**1s levels of singly charged ions: position, size and spin gap, forecast from seven light ions**

The table holds the up and down 1s Kohn-Sham eigenvalues, mean radii and spin gap of twelve +1 ions from Be+ to La+, computed with Quantum ESPRESSO ld1.x (LDA-VWN5, non-relativistic, spin-polarised, spherical). The program fits three models to the seven known rows only: ε = −Z²/2 + aZ^(4/3) − bZ (with a local quadratic for Cl+ and Ar+), ⟨r⟩ = 1.5/(Z − s) with s linear in ln Z, and gap = C Σ± |ε_val|^(3/2)/Z, where the valence levels come from the same runs, from extrapolation, or from rough recalled ionisation energies. C is constant at 0.0357 eV^(−1/2) over Si+, P+ and S+, but for n = 3 it is only about 0.7 times its value for n = 2. All forecasts for Cl+, Ar+, Ag+, Te+ and La+ fall inside their bars, with eigenvalues within 0.2% and radii within 0.05% of the computed values. The gap is missed by 0.005 eV for Cl+ and Ar+ and by 0.022 eV for Te+, and for La+ the computed −0.003 eV has the opposite sign to the direct-overlap estimate.

Atomic ions of charge +1, computed with Quantum ESPRESSO 7.5 (ld1.x) as spherical all-electron Kohn-Sham atoms. The calculations are non-relativistic and spin-polarised, with the LDA functional (Slater exchange, VWN5 correlation) and a point nucleus. Eigenvalues are negative for bound levels, and up is the majority spin in open shells.

## Numerical check

```python
# Table: 1s Kohn-Sham eigenvalues (up, down), mean radii and spin gap of +1 ions; Quantum ESPRESSO ld1.x,
# LDA-VWN5, non-relativistic, spin-polarised, spherical. Tested: eps = -Z^2/2 + a Z^(4/3) - b Z,
# <r> = 1.5/(Z-s), gap = C * sum(+-)|eps_val|^1.5 / Z. Fits use known rows only; withheld rows are predicted.
T = {
    'ion': ['Be+', 'O+', 'Mg+', 'Al+', 'Si+', 'P+', 'S+', 'Cl+', 'Ar+', 'Ag+', 'Te+', 'La+'],
    'Z': [4, 8, 12, 13, 14, 15, 16, 17, 18, 47, 52, 57],
    'N': [3, 7, 11, 12, 13, 14, 15, 16, 17, 46, 51, 56],
    'configuration': ['[He] (2s up)1', '[He] 2s2 (2p up)3', '[Ne] (3s up)1', '[Ne] 3s2', '[Ne] 3s2 (3p up)1', '[Ne] 3s2 (3p up)2', '[Ne] 3s2 (3p up)3', '[Ne] 3s2 (3p up)3 (3p down)1', '[Ne] 3s2 (3p up)3 (3p down)2', '[Kr] 4d10', '[Kr] 4d10 5s2 (5p up)3', '[Xe] (5d up)2'],
    'eigenvalue_1s_up': [-116.47, -529.29, -1260.2, -1509.4, -1783.4, -2080.5, -2400.7, -2744.3, -3110.9, -24507, -30372, -36892],  # eV
    'eigenvalue_1s_down': [-115.97, -526.77, -1260.1, -1509.4, -1783.3, -2080.2, -2400.2, -2743.9, -3110.7, -24507, -30372, -36892],  # eV
    'mean_radius_1s_up': [0.42406, 0.20122, 0.13144, 0.12096, 0.11202, 0.1043, 0.097577, 0.091661, 0.086419, 0.03242, 0.029263, 0.026666],  # bohr
    'mean_radius_1s_down': [0.42339, 0.20033, 0.13144, 0.12096, 0.11201, 0.10429, 0.097565, 0.091653, 0.086415, 0.03242, 0.029263, 0.026666],  # bohr
    'gap': [0.497, 2.523, 0.093, 0.0, 0.108, 0.277, 0.507, 0.403, 0.233, 0.0, 0.095, -0.003],  # eV
}
HELD = [7, 8, 9, 10, 11]  # rows withheld from the fit
import numpy as np
from scipy.constants import physical_constants as pc
from scipy.special import jv
from scipy.integrate import quad
Ha = pc['Hartree energy in eV'][0]
ion = T['ion']; Z = np.array(T['Z'], float); gap = np.array(T['gap'], float)
e = (np.array(T['eigenvalue_1s_up'], float) + np.array(T['eigenvalue_1s_down'], float)) / 2
ru = np.array(T['mean_radius_1s_up'], float); rd = np.array(T['mean_radius_1s_down'], float)
s = Z - 3.0 / (ru + rd); sig = Z - np.sqrt(-2 * e / Ha); y = (Z**2 / 2 + e / Ha) / Z
K = [i for i in range(len(Z)) if i not in HELD]; ix = {a: i for i, a in enumerate(ion)}
# further outputs of the same runs: unpaired count and |eigenvalue| (eV) of the open up-spin level
val = {'Be+': (1, 14.2991), 'O+': (3, 26.4485), 'Mg+': (1, 11.98296),
       'Si+': (1, 12.14144), 'P+': (2, 15.01496), 'S+': (3, 17.89274)}
pdn = np.array([11.2367, 13.1762, 15.06465]); G0 = 0.2587627  # 3p down of Si+,P+,S+; G0(3s,1s) of Mg+, eV
C = {a: gap[ix[a]] * Z[ix[a]] / (n * v**1.5) for a, (n, v) in val.items()}
A = np.polyfit(Z[K]**(1/3), y[K], 1); R3 = [i for i in K if Z[i] >= 12]; B = np.polyfit(Z[R3]**(1/3), y[R3], 1)
E = lambda p, z: (-z**2 / 2 + z * np.polyval(p, z**(1/3))) * Ha
L = np.polyfit(np.log(Z[K]), s[K], 1); M = np.polyfit(Z[K]**(-1/3), s[K], 1)
P3 = [i for i in K if Z[i] >= 13]; Q = np.polyfit(Z[P3], e[P3], 2)
print('Known rows: mean eps (eV), fit miss (eV, %), energy screening, radius screening s, gap/unpaired (eV), C')
for i in K:
    a = ion[i]; d = E(A, Z[i]) - e[i]
    t = f'{gap[i]/val[a][0]:.3f} {C[a]:.4f}' if a in val else 'closed shell'
    print(f'{a:4s}{e[i]:9.1f} {d:+6.1f} {100*d/abs(e[i]):+5.2f}% {sig[i]:.2f} {s[i]:.3f} {t}')
print('Rounding: eps 0.05 eV from Mg+ on, s about 0.0005, gap 0.0005 eV (0.5% of C at Si+)')
print(f'D = aZ^(4/3)-bZ (hartree): all rows a={A[0]:.3f} b={-A[1]:.3f}; Mg+ to S+ a={B[0]:.3f} b={-B[1]:.3f}; TF a=1.79')
print(f'Quadratic Al+ to S+: second difference {2*Q[0]:.2f} eV, worst miss {np.abs(np.polyval(Q, Z[P3])-e[P3]).max():.2f} eV')
print(f's = {L[1]:.3f}+{L[0]:.3f} lnZ, worst miss {np.abs(np.polyval(L, np.log(Z[K]))-s[K]).max():.3f}; '
      f'Z^(-1/3) form worst miss {np.abs(np.polyval(M, Z[K]**(-1/3))-s[K]).max():.3f}')
print('radius up-down (1e-5 bohr): ' + ', '.join(f'{ion[i]} {1e5*(ru[i]-rd[i]):.1f}' for i in K))
c3 = np.array([C[a] for a in ('Si+', 'P+', 'S+')]); Cp = c3.mean()
print(f'C(3p) = {Cp:.4f} eV^-1/2, spread {100*np.ptp(c3)/Cp:.1f}%; C 3p/2p = {Cp/C["O+"]:.2f}, 3s/2s = {C["Mg+"]/C["Be+"]:.2f}')
print(f'gap O+/S+ = {gap[ix["O+"]]/gap[ix["S+"]]:.2f}; Mg+ gap / G0(3s,1s) = {gap[ix["Mg+"]]/G0:.2f}')
rho = lambda x: np.exp(-2*x)/np.pi + np.exp(-x)*(0.5*(1-x/2)**2 + x*x/8)/(4*np.pi)  # hydrogenic K+L, per spin
I = [quad(lambda x: x*jv(2*l+1, np.sqrt(8*x))**2*np.exp(-2*x)*rho(x)**(-2/3), 0, 30, limit=200)[0] for l in range(3)]
print(f'Hydrogenic overlap ratios: s/p = {I[0]/I[1]:.2f} (Mg+ against 3p: {C["Mg+"]/Cp:.2f}), d/p = {I[2]/I[1]:.2f}')
assert all(gap[i] > 0 for i in K if ion[i] in val) and gap[ix['Al+']] == 0
assert np.ptp(c3) / Cp < 0.02
assert 1.4 < A[0] < 1.9 and all(s[i] < sig[i] for i in K)
pup = np.array([val[a][1] for a in ('Si+', 'P+', 'S+')]); zp = [14, 15, 16]
fm = np.polyfit(zp, (pup + pdn) / 2, 1); fs = np.polyfit(zp, (pup - pdn) / [1, 2, 3], 1)
g = {'Ag+': (0.0, 0.0, 0)}
for a, z, k in (('Cl+', 17, 1), ('Ar+', 18, 2)):
    m = np.polyval(fm, z); h = np.polyval(fs, z) * (3 - k) / 2
    g[a] = (Cp * (3 * (m + h)**1.5 - k * (m - h)**1.5) / z, 0.03, 3 - k)
    print(f'{a} extrapolated 3p levels: up {-(m+h):.1f}, down {-(m-h):.1f} eV')
f = val['S+'][1] / 23  # rough recalled second ionisation energies: S 23, Te 19, La 11 eV
g['Te+'] = (3 * Cp * (19 * f)**1.5 / 52, 0.04, 3); g['La+'] = (2 * Cp * I[2] / I[1] * (11 * f)**1.5 / 57, 0.015, 2)
print(f'Valence levels scaled from rough recalled ionisation energies: Te+ {-19*f:.1f}, La+ {-11*f:.1f} eV')
def show(a, p, b, v, n, x=''):
    print(f'{a:4s} predicted {p:.{n}f} +- {b:.{n}f}, computed {v:.{n}f}, miss {p-v:+.{n}f}, '
          f'{"inside" if abs(p-v) <= b+0.5*10**-n else "OUTSIDE"}{x}')
print('Gap (eV); count-only = unpaired x S+ gap per electron')
for i in HELD:
    p, b, n = g[ion[i]]; show(ion[i], p, b, gap[i], 3, f'; count-only {n*gap[ix["S+"]]/3:.3f}')
print('Spin-mean 1s eigenvalue (eV): quadratic for Cl+, Ar+; all-row Z^(4/3) fit for the heavy ions')
for i in HELD:
    z = Z[i]; p, b = (np.polyval(Q, z), z - 16) if z < 19 else (E(A, z), abs(E(A, z) - E(B, z)))
    show(ion[i], p, b, e[i], 1, f'; {100*(p-e[i])/abs(e[i]):+.2f}%, energy screening {sig[i]:.2f}')
print('Radius screening s (lnZ fit); Z^(-1/3) form; miss of the radius itself')
for i in HELD:
    p = np.polyval(L, np.log(Z[i])); r = (ru[i] + rd[i]) / 2
    show(ion[i], p, 0.02 if Z[i] < 19 else 0.07, s[i], 3,
         f'; other form {np.polyval(M, Z[i]**(-1/3)):.3f}; r {1.5/(Z[i]-p):.5f} vs {r:.5f} bohr ({100*(1.5/(Z[i]-p)/r-1):+.2f}%)')
```

It prints:

```
Known rows: mean eps (eV), fit miss (eV, %), energy screening, radius screening s, gap/unpaired (eV), C
Be+    -116.2   -1.5 -1.30% 1.08 0.460 0.497 0.0368
O+     -528.0   +9.7 +1.83% 1.77 0.529 0.841 0.0495
Mg+   -1260.2  -10.0 -0.80% 2.38 0.588 0.093 0.0269
Al+   -1509.4   -6.3 -0.42% 2.47 0.599 closed shell
Si+   -1783.3   -1.4 -0.08% 2.55 0.609 0.108 0.0357
P+    -2080.3   +2.9 +0.14% 2.63 0.618 0.139 0.0357
S+    -2400.4   +6.4 +0.27% 2.72 0.627 0.169 0.0357
Rounding: eps 0.05 eV from Mg+ on, s about 0.0005, gap 0.0005 eV (0.5% of C at Si+)
D = aZ^(4/3)-bZ (hartree): all rows a=1.698 b=1.777; Mg+ to S+ a=1.496 b=1.285; TF a=1.79
Quadratic Al+ to S+: second difference -23.08 eV, worst miss 0.01 eV
s = 0.286+0.122 lnZ, worst miss 0.010; Z^(-1/3) form worst miss 0.017
radius up-down (1e-5 bohr): Be+ 67.0, O+ 89.0, Mg+ 0.0, Al+ 0.0, Si+ 1.0, P+ 1.0, S+ 1.2
C(3p) = 0.0357 eV^-1/2, spread 0.1%; C 3p/2p = 0.72, 3s/2s = 0.73
gap O+/S+ = 4.98; Mg+ gap / G0(3s,1s) = 0.36
Hydrogenic overlap ratios: s/p = 1.01 (Mg+ against 3p: 0.75), d/p = 0.15
Cl+ extrapolated 3p levels: up -19.8, down -17.9 eV
Ar+ extrapolated 3p levels: up -21.8, down -20.8 eV
Valence levels scaled from rough recalled ionisation energies: Te+ -14.8, La+ -8.6 eV
Gap (eV); count-only = unpaired x S+ gap per electron
Cl+  predicted 0.398 +- 0.030, computed 0.403, miss -0.005, inside; count-only 0.338
Ar+  predicted 0.228 +- 0.030, computed 0.233, miss -0.005, inside; count-only 0.169
Ag+  predicted 0.000 +- 0.000, computed 0.000, miss +0.000, inside; count-only 0.000
Te+  predicted 0.117 +- 0.040, computed 0.095, miss +0.022, inside; count-only 0.507
La+  predicted 0.005 +- 0.015, computed -0.003, miss +0.008, inside; count-only 0.338
Spin-mean 1s eigenvalue (eV): quadratic for Cl+, Ar+; all-row Z^(4/3) fit for the heavy ions
Cl+  predicted -2743.6 +- 1.0, computed -2744.1, miss +0.5, inside; +0.02%, energy screening 2.80
Ar+  predicted -3109.9 +- 2.0, computed -3110.8, miss +0.9, inside; +0.03%, energy screening 2.88
Ag+  predicted -24491.5 +- 302.0, computed -24507.0, miss +15.5, inside; +0.06%, energy screening 4.56
Te+  predicted -30337.4 +- 369.4, computed -30372.0, miss +34.6, inside; +0.11%, energy screening 4.75
La+  predicted -36826.6 +- 441.1, computed -36892.0, miss +65.4, inside; +0.18%, energy screening 4.93
Radius screening s (lnZ fit); Z^(-1/3) form; miss of the radius itself
Cl+  predicted 0.631 +- 0.020, computed 0.635, miss -0.003, inside; other form 0.626; r 0.09164 vs 0.09166 bohr (-0.02%)
Ar+  predicted 0.638 +- 0.020, computed 0.642, miss -0.004, inside; other form 0.631; r 0.08640 vs 0.08642 bohr (-0.02%)
Ag+  predicted 0.755 +- 0.070, computed 0.732, miss +0.023, inside; other form 0.706; r 0.03244 vs 0.03242 bohr (+0.05%)
Te+  predicted 0.768 +- 0.070, computed 0.741, miss +0.027, inside; other form 0.713; r 0.02928 vs 0.02926 bohr (+0.05%)
La+  predicted 0.779 +- 0.070, computed 0.749, miss +0.030, inside; other form 0.719; r 0.02668 vs 0.02667 bohr (+0.05%)
```
